Total-energy errors relative to UCCSDT(Q) for neutral triplet GeH₅N at one hydrogen-transfer geometry, calculated with Ansatz 0.2.0 in the cc-pVDZ basis without relativity. Cores, including Ge 3d, are left uncorrelated. R and U denote restricted and unrestricted orbitals; “pair” denotes an active space of four electrons in four orbitals.

| level | this level less the reference (UCCSDT(Q), same basis) (meV) |
| --- | --- |
| RHF | 8315.4 |
| UHF | 7920.7 |
| RMP2 | 1608.7 |
| UMP2 | 1591.7 |
| CISD | 1006.7 |
| RCCSD | 222.2 |
| UCCSD | 211.5 |
| RCCSD(T) | 46.5 |
| UCCSD(T) | 45.1 |
| BCCD(T) | 45.2 |
| RCCSDT | 12.7 |
| UCCSDT | 10.0 |
| RCCSDT(Q) | 2.2 |
| CASSCF pair | 7589.1 |
| NEVPT2 pair | 1428.4 |
| MRCISD pair | 815.7 |
| MRCISD+Q pair | 95.4 |

Three sizes are worth remembering from this table. Electron correlation lowers the energy by about 8 eV from the restricted Hartree–Fock determinant. A method that forbids two electron pairs from being excited at the same time loses about 0.8 eV of this. One that treats triple excitations only approximately loses a few hundredths of an eV.

The structure is a triplet in which a hydrogen atom is passing between GeH₃ and NH, 1.84 Å from germanium and 1.45 Å from nitrogen. All errors are total-energy errors at this one geometry, relative to UCCSDT(Q) in the same small basis. They are therefore not errors of a reaction barrier, where a part common to both ends would cancel.

**Hartree–Fock and MP2.** UHF lies 0.39 eV below RHF because it lets spin-up and spin-down electrons use different orbitals. That is a small gain beside the 8 eV of correlation, and MP2 nearly wipes out the difference between the two starting points. Both MP2 rows still end about 1.6 eV too high. The second-order energy counts each excitation at a cost taken from orbital energies, as if the excited electrons did not feel the holes they leave behind. In theory this attraction makes the excitations cheaper, which is probably a large part of why MP2 gains too little here. MP2 also leaves out the coupling between different excitations, and the table cannot separate the two.

**CISD against CCSD.** CISD does let the excited configurations interact, yet it remains 1.01 eV above the reference. RCCSD starts from the same determinant and is also built from single and double excitations, but its error is only 0.22 eV. The difference lies in what happens to two pairs in different parts of the molecule. If each pair is excited for a small part of the time, both are sometimes excited together. CCSD includes these joint events as products of double excitations, whereas CISD strikes them out because they count as quadruple excitations.

A simple model shows how much this should cost. Treat the 14 valence electrons as seven independent pairs, which is crude for a triplet with two unpaired electrons. Each pair has one double excitation of cost $D$, coupled to the ground configuration by $K$. A single pair is then lowered by an energy $e$ with

$$e(e+D)=K^2 .$$

In CISD only one of the seven pairs may be excited at a time, so the total lowering $x$ obeys $x(x+D)=7K^2$. With $E=7e$ for the full lowering of all pairs, this becomes

$$x(x+D)=E\left(\frac{E}{7}+D\right).$$

For one pair alone the 7 would be a 1, and CISD would lose nothing. The loss comes from having several pairs.

For $E$ take the lowering that RCCSD reaches, $8.315-0.222=8.09$ eV. The cost $D$ must be some tens of eV, since two electrons leave levels more than 10 eV deep for orbitals well above zero; 60 eV is a reasonable round value. The right-hand side is then $8.09\times(1.16+60)=495$ eV², which gives $x=-30+\sqrt{900+495}=7.35$ eV. The predicted loss is $8.09-7.35=0.74$ eV.

The table puts CISD 0.78 eV above RCCSD. The closeness owes something to the choice of $D$: 40 eV would give a loss of 1.02 eV and 80 eV a loss of 0.59 eV. What the model does show is that the absent joint excitations can have the right size to explain the failure. It breaks down for MP2, where it predicts a gain of 8.2 eV against the computed 6.7 eV. The value of $D$ was only a rough guess, but in the model it stands for the full cost of an excitation, including the attraction between electrons and holes that MP2 leaves out.

**The three forms of CCSD(T).** RCCSD(T), UCCSD(T) and BCCD(T) use restricted, unrestricted and Brueckner orbitals. They agree within about 1 meV, which looks like a sign of convergence. The frozen cores of different rows may differ by up to two hundredths of an eV, so the order of the three means nothing. Yet all three lie about 45 meV above the reference. Their agreement shows that the choice of orbitals hardly matters, because the single excitations, or the Brueckner condition that replaces them, repair a poor starting determinant. It cannot reveal an error that all three share.

The T1 diagnostic, which measures the weight of single excitations, misleads in a similar way. It is 0.037 for the restricted CCSD calculation and 0.020 for the unrestricted one. A reader who trusted it would expect the restricted energy to be clearly worse, but the two CCSD(T) errors are practically equal. Here the diagnostic reports mainly how far the orbitals had to be repaired, not how much is left out afterwards.

**Full triples.** The shared error comes to light when the triples are treated in full. In the unrestricted series (T) lowers the CCSD energy by 166 meV, while full triples lower it by 202 meV. The restricted series behaves in the same way, so that (T) delivers about five sixths of the triples contribution in both. The remaining 35 meV make up most of the CCSD(T) error; the last 10 meV come from the quadruples correction in the reference. Different frozen cores cannot explain the gap between (T) and full triples: within each series the two kinds of run agree in their Hartree–Fock and second-order energies to better than 1 meV.

The reason lies in how (T) is built. It computes the triples once, from finished CCSD amplitudes. Full triples also couple to one another and act back on the singles and doubles. It is plausible that the half-broken bonds of the transferring hydrogen make this feedback larger, but one geometry cannot test that. In this table the failure is recognised by comparing the (T) rows with the full-triples rows; the size of the (T) step alone does not tell how much is missing.

**The multireference rows.** CASSCF with four electrons in four orbitals gains only $8.32-7.59=0.73$ eV over RHF, so most of the correlation lies outside its small active space. CASSCF can settle on a higher solution, which makes this gain a cautious measure of what such a space can offer. Adding single and double excitations brings MRCISD to 0.82 eV above the reference, only 0.19 eV better than CISD. The better starting point has not cured the main fault, because two pairs still cannot both be excited into orbitals outside the active space at the same time.

The +Q correction estimates the energy of just these joint excitations, and it lowers MRCISD by 0.72 eV. The pair model with the same $D$ of 60 eV, now taking for $E$ the lowering from CASSCF to MRCISD+Q, predicts 0.65 eV. This fits the explanation given for CISD but is no independent test of it, since +Q rests on similar reasoning and its result also enters $E$. In a truncated CI calculation a large +Q step is thus the warning to look for: here it is almost as large as the whole MRCISD error.
